Notes on the Rayleigh floor of silica fibre: is the whole compressibility frozen at Tf?

The formula α₀ = (8π³/(3λ⁴)) n⁸ p² k Tf β_T assumes that every density fluctuation of the liquid at the fictive temperature Tf survives in the cold glass. I want the cost of that assumption. Conventions: α is the power attenuation coefficient, λ the vacuum wavelength, k Boltzmann's constant, β_T the isothermal compressibility of the equilibrium liquid at Tf, s = δρ/ρ. A pure silica core has no concentration term.

Where it enters. A photoelastic coefficient p gives δε = n⁴ p s. In the Born approximation a volume V scatters dσ/dΩ = (k₀⁴V²/(16π²)) ⟨δε²⟩ sin²χ, with k₀ = 2π/λ, δε the Fourier amplitude at the scattering vector q, and χ the angle from the incident field. The sphere integral of sin²χ is 8π/3, so for a q-independent amplitude α = σ/V = (8π³/(3λ⁴)) n⁸ p² V⟨s²⟩. The assumption is the last substitution, V⟨s²⟩ = k Tf β_T.

Dropping it. For one real mode, normalised so that its mean square over V is s², I introduce z, the compression preferred by the current network structure. The remainder s − z is elastic:
F = V[(M/2)(s − z)² + (K_z/2) z²].
A plane density wave is uniaxial strain, so with the network fixed its stiffness is the longitudinal modulus M = K + 4G/3 (K bulk, G shear modulus). The variable z collects everything that needs flow, shear relaxation included. In the liquid at Tf, equipartition of the independent variables z and s − z gives V⟨s²⟩ = k Tf (1/K_z + 1/M_f), with M_f the unrelaxed modulus at Tf. This must equal k Tf β_T, so 1/K_z = β_T − 1/M_f. On cooling z is arrested, while s − z is an acoustic phonon amplitude and follows the actual temperature T. The cross term still averages to zero:
V⟨s²⟩ = k Tf (β_T − 1/M_f) + kT/M.
The first term is the elastic line. The second is the Brillouin doublet, shifted in frequency but equally lost. With one p for both,
α = α₀(1 + δ), δ = −1/(M_f β_T) + (T/Tf)/(M β_T),
and for M_f = M, δ = −(1 − T/Tf)/(M β_T), which vanishes at T = Tf as it must. The Landau–Placzek ratio of elastic to Brillouin intensity is then (Tf/T)(M β_T − 1).

Size. Typical, approximate inputs: n = 1.444 at λ = 1550 nm, p = p₁₂ = 0.27, β_T = 7.0×10⁻¹¹ Pa⁻¹, M = M_f = 78 GPa, G = 31 GPa, ρ = 2200 kg/m³, T = 300 K. Then 1/M = 1.28×10⁻¹¹ Pa⁻¹ and M β_T = 5.46. At Tf = 1450 K, α₀ = 2.77×10⁻⁵ m⁻¹, converted below by 10/ln 10 to decibels.

Tf (K) | α₀ (dB/km) | δ | α (dB/km)
1400 | 0.116 | −0.144 | 0.099
1450 | 0.120 | −0.145 | 0.103
1500 | 0.124 | −0.147 | 0.106

At 1450 K the model splits into 0.098 dB/km frozen and 0.0046 dB/km Brillouin, a ratio of 22, and the correction is −0.017 dB/km. The gain from lowering Tf at fixed β_T shrinks by the factor 1 − 1/(M β_T) = 0.82. Subtracting 1/K instead, with K = 37 GPa, would overstate δ by M/K = 2.1. The third digit only shows the trend: β_T = 6.0 or 8.0×10⁻¹¹ Pa⁻¹ gives δ = −0.17 or −0.13, and M_f = 86 GPa (silica stiffens on heating) gives −0.13. A β_T inferred from a Landau–Placzek ratio belongs in the corrected formula, and a value quoted as the relaxing part must not be reduced again.

Loss minimum. The correction rescales A in α = A/λ⁴. With the multiphonon edge C exp(−D/λ), the derivative of the sum vanishes at 4A/λ³ = C D exp(−D/λ), and the logarithmic derivative of this gives Δλ/λ = Δ(ln A)/(3 + D/λ). For a typical D ≈ 48.5 µm and a minimum near 1550 nm, D/λ = 31.3 and Δ(ln A) = −0.157, so the minimum moves by −7 nm.

Small things left out. The largest Brillouin shift, 2n√(M/ρ)/λ = 11 GHz, has hν/kT = 0.002, so equipartition holds. Entropy fluctuations in the glass add a compliance of order Tα_V²/(ρc_p) = 5×10⁻¹⁶ Pa⁻¹ (typical volume expansion α_V ≈ 1.6×10⁻⁶ K⁻¹, c_p ≈ 740 J/(kg K)). The phonon coupling is a tensor, with p₄₄ = (p₁₁ − p₁₂)/2. With V and H normal to and in the scattering plane and θ the scattering angle, longitudinal modes give amplitudes p₁₂ (VV) and p₁₂cos θ + p₄₄(1 + cos θ) (HH), and transverse modes, with 1/G for 1/M, give p₄₄cos(θ/2) (VH, HV). The unpolarised sphere average replaces (2/3)p₁₂² by [p₁₂² + (p₁₂ + p₄₄)²/3 + p₄₄²(1 + M/G)]/2. For p₁₁ ≈ 0.12, p₄₄ = −0.075, the factor is 1.08, worth 0.0004 dB/km.

Two omissions rival δ. First, z need not couple through p₁₂. The hydrostatic value (p₁₁ + 2p₁₂)/3 = 0.22 would multiply the frozen term by 0.66 at the same β_T. Second, frozen anisotropy: randomly oriented, it turns the weight (e_i·e_s)² of incident and scattered polarisations into (e_i·e_s)² + g[3 + (e_i·e_s)²]. Then ρ_v = VH/VV = 3g/(1 + 4g), and the total grows by 1 + 10g = (3 + 6ρ_v)/(3 − 4ρ_v). An assumed ρ_v = 0.05 gives 1.18, or +0.018 dB/km, which cancels δ by accident and returns the model to 0.120 dB/km.

So the assumption overstates the model's density scattering by about 0.017 dB/km, a reduction of 15 % from α₀. The model's 0.103 dB/km lies roughly a quarter below the 0.13 to 0.14 dB/km typical of Rayleigh loss in such fibres, a gap comparable with these two omissions.